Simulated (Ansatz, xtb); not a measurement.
## Two isomers of C5H9NOSi

Structure a: `CO[Si@@H]1C=CC(N)=C1`, a singlet. Structure b: `CO[Si@@H]1C=CC=C1N`, a singlet. Both are isolated molecules in the gas phase, relaxed with B3LYP-D3(BJ)/def2-SVP, each in the lowest conformer that the search found.

a (Å):

```xyz
17

C    -1.3834   -0.7729    1.8929
C    -0.9901    0.7811   -1.2750
C     0.2771    1.2173   -1.3881
C     0.8041    2.0606   -0.2629
C    -0.0570    2.2862    0.7733
N     2.1032    2.4861   -0.3733
O    -2.1954    0.2779    1.4242
Si   -1.6601    1.4562    0.3654
H    -1.1254   -1.4845    1.0858
H    -0.4372   -0.4021    2.3291
H    -1.9327   -1.3243    2.6728
H    -2.8472    2.3354    0.1996
H    -1.4592    0.1623   -2.0433
H     0.9379    0.9955   -2.2361
H     2.4367    3.1884    0.2748
H     2.5338    2.5002   -1.2891
H     0.2232    2.9016    1.6305
```

b (Å):

```yaml
atoms:
  - { symbol: C, position_ang: [-3.4371, -0.5851, -2.6399] }
  - { symbol: C, position_ang: [-2.3743, 0.5278, 0.5836] }
  - { symbol: C, position_ang: [-1.0892, 0.9519, 0.4473] }
  - { symbol: C, position_ang: [-0.1174, 0.1065, -0.2679] }
  - { symbol: C, position_ang: [-0.6026, -1.0888, -0.7155] }
  - { symbol: N, position_ang: [0.0527, -2.0214, -1.4665] }
  - { symbol: O, position_ang: [-3.4540, -1.4070, -1.4922] }
  - { symbol: Si, position_ang: [-2.4418, -1.1600, -0.1874] }
  - { symbol: H, position_ang: [-4.2644, -0.8867, -3.3012] }
  - { symbol: H, position_ang: [-2.4888, -0.6894, -3.1988] }
  - { symbol: H, position_ang: [-3.5661, 0.4826, -2.3845] }
  - { symbol: H, position_ang: [-2.7314, -2.3025, 0.7187] }
  - { symbol: H, position_ang: [-3.1255, 1.1013, 1.1277] }
  - { symbol: H, position_ang: [-0.7415, 1.9072, 0.8601] }
  - { symbol: H, position_ang: [0.9094, 0.4516, -0.4278] }
  - { symbol: H, position_ang: [-0.3438, -2.9446, -1.5761] }
  - { symbol: H, position_ang: [1.0560, -1.9544, -1.5991] }
```

Energies in hartree; the thermal terms are from GFN2-xTB frequencies at re-optimised GFN2-xTB minima (ideal gas, soft modes damped towards free rotors, one conformer each, 298.15 K, 1 atm) and include the zero-point energy:

|  | a | b |
| --- | --- | --- |
| E, CCSD(T)/def2-SVP | −613.708943 | −613.701314 |
| E, MP2/def2-SVP | −613.600312 | −613.592673 |
| E, MP2/def2-TZVPP | −614.341439 | −614.332931 |
| zero-point energy | 0.129501 | 0.129495 |
| H(298 K) − E | 0.140171 | 0.140231 |
| G(298 K) − E | 0.094742 | 0.094734 |

Problem. Correct the CCSD(T) difference for the basis set by the MP2 change, then work out ΔE, ΔE₀, ΔH and ΔG for a → b in kcal/mol (1 Eh = 627.51 kcal/mol) and the equilibrium ratio [b]/[a].

Solution. 1. Differences b − a: CCSD(T) +0.007629, MP2 in the small set +0.007639, MP2 in the large set +0.008508 Eh.
2. ΔE = +0.007629 + (+0.008508 − (+0.007639)) = +0.008498 Eh = +5.33 kcal/mol.
3. ΔE₀ = ΔE + ΔZPE = +0.008498 + (−0.000006) Eh = +5.33 kcal/mol.
4. ΔH = ΔE + (+0.000060) Eh = +5.37 kcal/mol.
5. ΔG = ΔE + (−0.000008) Eh = +5.33 kcal/mol, so ΔS = (ΔH − ΔG)/T = +0.6 J/(mol K).
6. kT = 0.9442 mEh, so K = [b]/[a] = exp(−ΔG/kT) = exp(−8.99) ≈ 1.2 × 10^−4.

Structure a is favoured at this temperature. An error of 1 kcal/mol in ΔG would change K by a factor of 5.4. Mirror images and further conformers aren't counted.

As drawn, both hold the same kinds of bond in the same numbers.

Other levels gave ΔE = +1.3 (GFN2-xTB); +2.3 (HF/STO-3G, GFN2-xTB geometries); +3.7 (r2SCAN-D4/def2-SVP, GFN2-xTB geometries); +3.0 (B3LYP-D3(BJ)/def2-SVP); +5.7 (HF/def2-SVP); +4.8 (MP2/def2-SVP); +4.8 (CCSD(T)/def2-SVP) kcal/mol. The correlated steps freeze 12 core orbitals. Programs: Ansatz 0.2.0, xtb 6.7.1.

Moving the amino group from the ring carbon β to silicon to the one α to it costs 5.33 kcal/mol. The preference for a is almost purely electronic, since the zero-point and thermal terms nearly cancel, and every level listed gives the same sign. The cause is probably where the enamine nitrogen sends its π density. In a it goes to the adjacent carbon bound to silicon, where the electropositive silicon and its low-lying σ* orbitals stabilise carbanionic character. The relaxed geometry fits this, with the Si–C bond to that carbon shorter than the other one. In b the nitrogen sits on a silicon-bound carbon itself, and that Si–C bond is the longer of the two. Donation through the whole diene can still reach the far α carbon, but this longer conjugation evidently doesn't make up the difference. The two density functionals give smaller gaps than CCSD(T) in the same basis, perhaps because they favour the more extended delocalisation in b. The ratio describes equilibrium only and doesn't show that the isomers can interconvert at this temperature.
